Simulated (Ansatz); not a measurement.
Ligand exchange: B(CH3)2Cl + C2H6S → B(CH3)2(SH) + C2H5Cl

Species: B(CH3)2Cl (chlorodimethylborane), singlet; C2H6S (ethanethiol) `CCS`, singlet; B(CH3)2(SH), singlet; C2H5Cl (chloroethane) `CCCl`, singlet. The partners trade Cl for SH: B–Cl and C–SH bonds give way to B–SH and C–Cl.

Shapes, held fixed at every level: PBE0-D4/def2-TZVP. Flexible molecules stand in one conformer, not always the lowest. Programs: Ansatz 0.2.0. The zero-point and thermal change to 298 K, harmonic and unscaled (PBE0-D4/def2-TZVP), is +1.6 kJ/mol.

```tsv
level	kind	ΔH(298 K) (kJ/mol)	less CCSD(T)/CBS estimate
HF/def2-TZVPP	Hartree–Fock	+25.0	+4.8
SPW92/def2-TZVPP	LDA	+16.9	-3.3
B3LYP-D4/def2-TZVPP	global hybrid	+19.0	-1.2
BHLYP-D4/def2-TZVPP	global hybrid	+21.4	+1.2
wB97X-V/def2-TZVPP	range-separated hybrid	+21.2	+1.0
MP2/def2-TZVPP	perturbation theory	+21.8	+1.6
CCSD/def2-SVP	coupled cluster or CI	+24.7	+4.5
CCSD(T)/CBS estimate	coupled cluster or CI	+20.2	0.0
```

The highest level, CCSD(T)/CBS estimate, gives ΔH(298 K) = +20.2 kJ/mol; the levels span +16.9 to +25.0. The column of differences is taken from that level and isn't an error. No measured value is set beside it here. The CBS estimate extrapolates MP2 from def2-TZVPP and def2-QZVPP and adds CCSD(T) − MP2 in the triple-zeta set, cores frozen.

The exchange is endothermic at every level, with +20.2 kJ/mol at the highest, so chlorine prefers boron and the SH group prefers carbon. The thermal and zero-point part is only +1.6 kJ/mol, which makes the preference essentially electronic. Its main source is probably bond polarity: replacing sulfur with the more electronegative chlorine strengthens a bond to electropositive boron more than one to carbon. Lone-pair donation into the empty boron p orbital works in both boranes, and is generally better from sulfur than from chlorine, so it should temper the preference rather than cause it.

Because the number of bonds and electron pairs is conserved, much of the correlation energy cancels, and even Hartree–Fock gives the right sign, though it overshoots by +4.8 kJ/mol. The similar excess of CCSD can't be assigned to missing triples alone, since its basis is also smaller. With two molecules on each side, the entropy change is probably small and equilibrium should favour the chloroborane and thiol, but the reaction enthalpy says nothing about how fast the ligands exchange.
